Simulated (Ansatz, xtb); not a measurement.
# AlClFH4NSi: which of two conformers lies lower

We compare X, `[F][Al]([Cl])[NH][SiH3]`, a singlet, with Y, `[F][Al]([Cl])[NH][SiH3]`, a singlet. Both are isolated molecules in the gas phase, relaxed with PBE0-D3(BJ)/def2-SVP.

X (Å):

```yaml
atoms:
  - { symbol: Al, position_ang: [0.6865, 0.1600, 1.0123] }
  - { symbol: Cl, position_ang: [2.3848, 0.8673, 1.9926] }
  - { symbol: F, position_ang: [0.0329, -1.2829, 1.4923] }
  - { symbol: N, position_ang: [-0.0360, 1.0873, -0.3046] }
  - { symbol: Si, position_ang: [-1.4381, 0.7305, -1.2838] }
  - { symbol: H, position_ang: [0.4316, 1.9630, -0.5326] }
  - { symbol: H, position_ang: [-2.4895, 1.7868, -1.1509] }
  - { symbol: H, position_ang: [-1.9831, -0.5736, -0.8093] }
  - { symbol: H, position_ang: [-1.0878, 0.6246, -2.7346] }
```

Y (Å):

```xyz
9

Al    1.7741   -1.8704   -0.1276
Cl    1.6413   -2.3396   -2.1513
F     2.4972   -2.9535    0.8968
N     1.1428   -0.3594    0.5329
Si    0.3376    0.9748   -0.2562
H     1.2653   -0.2412    1.5378
H     1.0963    2.2537   -0.0897
H     0.2435    0.6408   -1.7059
H    -1.0371    1.1928    0.2931
```

Energies in hartree; the thermal terms are from PBE0-D3(BJ)/def2-SVP harmonic frequencies (ideal gas, rigid rotor, one conformer each, 298.15 K, 1 atm) and include the zero-point energy:

|  | X | Y |
| --- | --- | --- |
| E, CCSD(T)/def2-SVP | −1147.051153 | −1147.051043 |
| E, MP2/def2-SVP | −1146.992979 | −1146.992882 |
| E, MP2/def2-TZVPP | −1147.742367 | −1147.742394 |
| zero-point energy | 0.046029 | 0.046031 |
| H(298 K) − E | 0.054729 | 0.054716 |
| G(298 K) − E | 0.012318 | 0.012318 |

Task: Correct the CCSD(T) difference for the basis set by the MP2 change, then work out ΔE, ΔE₀, ΔH and ΔG for X → Y in kJ/mol (1 Eh = 2625.50 kJ/mol) and the equilibrium ratio [Y]/[X].

Result: 1. Differences Y − X: CCSD(T) +0.000110, MP2 in the small set +0.000097, MP2 in the large set −0.000027 Eh.
2. ΔE = +0.000110 + (−0.000027 − (+0.000097)) = −0.000014 Eh = −0.04 kJ/mol.
3. ΔE₀ = ΔE + ΔZPE = −0.000014 + (+0.000002) Eh = −0.03 kJ/mol.
4. ΔH = ΔE + (−0.000013) Eh = −0.07 kJ/mol.
5. ΔG = ΔE + (0.000000) Eh = −0.04 kJ/mol, so ΔS = (ΔH − ΔG)/T = −0.1 J/(mol K).
6. kT = 0.9442 mEh, so K = [Y]/[X] = exp(−ΔG/kT) = exp(+0.01) ≈ 1.

The two are too close for this level to say which is favoured. An error of 4 kJ/mol in ΔG would change K by a factor of 5. Mirror images and further conformers aren't counted.

Other levels gave ΔE = −0.2 (PBE0-D3(BJ)/def2-SVP); +1.1 (HF/def2-SVP); +0.3 (MP2/def2-SVP); +0.3 (CCSD(T)/def2-SVP) kJ/mol. The correlated steps freeze 17 core orbitals. Programs: Ansatz 0.2.0.

X and Y differ by a half-turn about the Al–N bond: the silyl group lies on the fluorine side in X and on the chlorine side in Y. Both keep the Al–N–Si framework essentially planar, so the nitrogen lone pair can donate into the formally empty aluminium p orbital equally well in either form. With the same bonds and the same π overlap, what remains is a contest between weak contacts of the silyl and N–H groups with the two halogens, and these nearly cancel. The vibrational and thermal terms cancel for the same reason.

Hartree–Fock favours X by 1.1 kJ/mol, and correlation in the same basis reduces this to 0.3 kJ/mol. This suggests that dispersion between the silyl group and the more polarisable chlorine helps Y, offsetting a small electrostatic or steric preference for X. The results fit a mixture with substantial amounts of both forms rather than one dominant conformer. How quickly they interconvert depends on the barrier to Al–N rotation, which the two minima do not reveal.
